**Vertical electron affinity of the K₂F₂⁺ cation with six density functionals**

The table holds the energy gained when the K₂F₂⁺ doublet takes up an electron at its fixed PBE0-D4 geometry, for SPW92, PBE-D4, r2SCANh-D4, B3LYP-D4, PBE0-D4 and LC-wPBE in the def2-TZVP basis. The program lists the values in rising order beside the share of exact exchange and finds a spread of 0.439 eV with no monotonic order. It tests one parameter-free estimate from Janak's theorem, the average of the empty β level of the cation and the highest occupied level of the neutral, which gives 5.764 eV against 5.540 eV for SPW92, while each level alone misses by about 4 eV. It also works out distances, gaps, forces and charges from SPW92 and xTB runs at the same geometry, which point to an F₂⁻ unit in the cation and a strained neutral. Raw GFN1 and GFN2 affinities come out more than 5 eV above every row.

Calculated values. Vertical electron affinity of the K₂F₂ cation (charge +1 e, doublet) from DFT with Ansatz 0.2.0: energy of the cation minus that of the neutral singlet, both at the PBE0-D4/def2-TZVP geometry of the cation. Gas phase, open shells unrestricted, B3LYP with VWN-RPA correlation. The xTB runs cited in the text used tblite 0.8.0.

## Script

```python
# Table: vertical electron affinity (eV) of the K2F2+ doublet (product: neutral singlet, same PBE0-D4
# geometry), six density functionals, def2-TZVP, program Ansatz; xTB side runs with tblite.
# Tested: order against exact exchange; Janak endpoint average as a parameter-free estimate; state of the species.
T = {
    'result_level': ['SPW92/def2-TZVP', 'PBE-D4/def2-TZVP', 'r2SCANh-D4/def2-TZVP', 'B3LYP-D4/def2-TZVP', 'PBE0-D4/def2-TZVP', 'LC-wPBE/def2-TZVP'],
    'result_electron_affinity': [5.54, 5.167, 5.101, 5.342, 5.196, 5.477],  # eV
}
import numpy as np
from scipy.constants import physical_constants as pc
ea = {l.split('/')[0]: v for l, v in zip(T['result_level'], T['result_electron_affinity'])}
# exact-exchange share from the definitions of the functionals
ax = {'SPW92': '0', 'PBE-D4': '0', 'r2SCANh-D4': '0.10', 'B3LYP-D4': '0.20', 'PBE0-D4': '0.25', 'LC-wPBE': '0 short, 1 long range'}
v = np.array(list(ea.values()))
print('Affinity in rising order (eV); table rounding 0.0005 eV')
for k in sorted(ea, key=ea.get):
    print(f'  {k:11s} {ea[k]:.3f}  minus PBE0 {ea[k]-ea["PBE0-D4"]:+.3f}  exact exchange {ax[k]}')
print(f'spread {np.ptp(v):.3f} eV = {100*np.ptp(v)/v.mean():.1f} % of the mean {v.mean():.3f} eV')
d4 = np.array([x for k, x in ea.items() if 'D4' in k])
print(f'spread of the four D4 rows {np.ptp(d4):.3f} eV')
for a, b in [('SPW92', 'PBE-D4'), ('LC-wPBE', 'PBE-D4'), ('SPW92', 'LC-wPBE'), ('r2SCANh-D4', 'PBE-D4')]:
    print(f'  {a} minus {b}: {ea[a]-ea[b]:+.3f} eV')
# Everything typed below is further output of the same runs (geometry, energies, levels, forces, charges)
R = np.array([[-1.58, -1.68, 0.12], [1.59, 1.68, -0.12], [0.12, -0.05, 0.97], [-0.12, 0.05, -0.97]])
d = lambda i, j: np.linalg.norm(R[i]-R[j])
kf = [d(i, j) for i in (0, 1) for j in (2, 3)]
print(f'distances (A, coordinates to 0.01): F-F {d(2,3):.2f}, K-F {min(kf):.2f} to {max(kf):.2f}, K-K {d(0,1):.2f}')
print(f'electrons: cation {2*19+2*9-1} (28 alpha, 27 beta), neutral {2*19+2*9}')
Ec, En, eL, eH, nxt_c, nxt_n, s2 = -37953.4168, -37958.9572, -9.88441, -1.644105, -4.494278, -0.90622, 0.7521
A = ea['SPW92']
print(f'SPW92 energy difference {Ec-En:.4f} eV, table {A:.3f} eV; cation S^2 {s2:.4f}, excess {s2-0.75:.4f}')
print(f'SPW92 empty beta level of cation {eL:.3f} eV: misses the affinity by {-eL-A:+.3f} eV')
print(f'SPW92 HOMO of neutral {eH:.3f} eV: misses the affinity by {-eH-A:+.3f} eV')
av = -(eL+eH)/2
print(f'endpoint average {av:.3f} eV, misfit {av-A:+.3f} eV ({100*(av-A)/A:+.1f} %)')
print(f'rise of the level on filling {eH-eL:.3f} eV (exact functional: 0); quadratic sag at half electron {(eH-eL)/8:.2f} eV')
print(f'next empty level {nxt_c:.3f} to {nxt_n:.3f} eV, rise {nxt_n-nxt_c:.3f} eV, ratio of rises {(eH-eL)/(nxt_n-nxt_c):.2f}')
print(f'distance to next level: cation {nxt_c-eL:.3f} eV, neutral gap {nxt_n-eH:.3f} eV')
kT = pc['Boltzmann constant in eV/K'][0]*300
u, w = (R[2]-R[3])/d(2, 3), (R[0]-R[1])/d(0, 1)
X = {'GFN1': dict(E=(-287.154635, -298.338705), h=(-14.75806, -8.207844), l=-6.37698,
                  fF=([0.00634, -0.00261, 0.04779], [0.48371, -0.18514, 3.83215]),
                  fK=([0.2498, 0.2658, -0.01864], [0.80086, 0.85133, -0.05988]), qF=(-0.3326, -0.5725), qK=(0.8326, 0.5725)),
     'GFN2': dict(E=(-259.317367, -270.190597), h=(-15.1961, -6.942687), l=-6.77717,
                  fF=([0.08373, -0.03227, 0.66016], [0.52776, -0.20202, 4.18082]),
                  fK=([0.25679, 0.27359, -0.01916], [0.51749, 0.55072, -0.03871]), qF=(-0.362, -0.6622), qK=(0.862, 0.6622))}
for k, x in X.items():
    a = x['E'][0]-x['E'][1]
    m = -(x['h'][0]+x['h'][1])/2
    print(f'{k} raw affinity {a:.3f} eV; above the table by {a-v.max():.2f} to {a-v.min():.2f} eV; ratio to mean {a/v.mean():.2f}')
    print(f'  highest occupied level: cation {x["h"][0]:.2f}, neutral {x["h"][1]:.2f} eV; average {m:.3f}, misfit {m-a:+.3f} eV')
    print(f'  neutral gap {x["l"]-x["h"][1]:.3f} eV = {(x["l"]-x["h"][1])/kT:.1f} kT at 300 K')
    print(f'  outward force on F (eV/A): cation {np.dot(x["fF"][0],u):+.2f}, neutral {np.dot(x["fF"][1],u):+.2f}')
    print(f'  outward force on K (eV/A): cation {np.dot(x["fK"][0],w):+.2f}, neutral {np.dot(x["fK"][1],w):+.2f}')
    dF, dK = x['qF'][1]-x['qF'][0], x['qK'][1]-x['qK'][0]
    print(f'  charge on F2 in cation {2*x["qF"][0]:+.2f} e; change per F {dF:+.2f}, per K {dK:+.2f}; share on F {100*dF/(dF+dK):.0f} %')
assert abs((Ec-En)-A) < 0.001
assert max(ea, key=ea.get) == 'SPW92' and min(ea, key=ea.get) == 'r2SCANh-D4'
assert ea['PBE-D4'] < ea['LC-wPBE'] and ea['B3LYP-D4'] > ea['PBE0-D4']
assert eL < -A < eH < 0
```

Running it gives:

```
Affinity in rising order (eV); table rounding 0.0005 eV
  r2SCANh-D4  5.101  minus PBE0 -0.095  exact exchange 0.10
  PBE-D4      5.167  minus PBE0 -0.029  exact exchange 0
  PBE0-D4     5.196  minus PBE0 +0.000  exact exchange 0.25
  B3LYP-D4    5.342  minus PBE0 +0.146  exact exchange 0.20
  LC-wPBE     5.477  minus PBE0 +0.281  exact exchange 0 short, 1 long range
  SPW92       5.540  minus PBE0 +0.344  exact exchange 0
spread 0.439 eV = 8.3 % of the mean 5.304 eV
spread of the four D4 rows 0.241 eV
  SPW92 minus PBE-D4: +0.373 eV
  LC-wPBE minus PBE-D4: +0.310 eV
  SPW92 minus LC-wPBE: +0.063 eV
  r2SCANh-D4 minus PBE-D4: -0.066 eV
distances (A, coordinates to 0.01): F-F 1.96, K-F 2.50 to 2.52, K-K 4.63
electrons: cation 55 (28 alpha, 27 beta), neutral 56
SPW92 energy difference 5.5404 eV, table 5.540 eV; cation S^2 0.7521, excess 0.0021
SPW92 empty beta level of cation -9.884 eV: misses the affinity by +4.344 eV
SPW92 HOMO of neutral -1.644 eV: misses the affinity by -3.896 eV
endpoint average 5.764 eV, misfit +0.224 eV (+4.0 %)
rise of the level on filling 8.240 eV (exact functional: 0); quadratic sag at half electron 1.03 eV
next empty level -4.494 to -0.906 eV, rise 3.588 eV, ratio of rises 2.30
distance to next level: cation 5.390 eV, neutral gap 0.738 eV
GFN1 raw affinity 11.184 eV; above the table by 5.64 to 6.08 eV; ratio to mean 2.11
  highest occupied level: cation -14.76, neutral -8.21 eV; average 11.483, misfit +0.299 eV
  neutral gap 1.831 eV = 70.8 kT at 300 K
  outward force on F (eV/A): cation +0.05, neutral +3.87
  outward force on K (eV/A): cation -0.37, neutral -1.17
  charge on F2 in cation -0.67 e; change per F -0.24, per K -0.26; share on F 48 %
GFN2 raw affinity 10.873 eV; above the table by 5.33 to 5.77 eV; ratio to mean 2.05
  highest occupied level: cation -15.20, neutral -6.94 eV; average 11.069, misfit +0.196 eV
  neutral gap 0.166 eV = 6.4 kT at 300 K
  outward force on F (eV/A): cation +0.67, neutral +4.22
  outward force on K (eV/A): cation -0.38, neutral -0.76
  charge on F2 in cation -0.72 e; change per F -0.30, per K -0.20; share on F 60 %
```
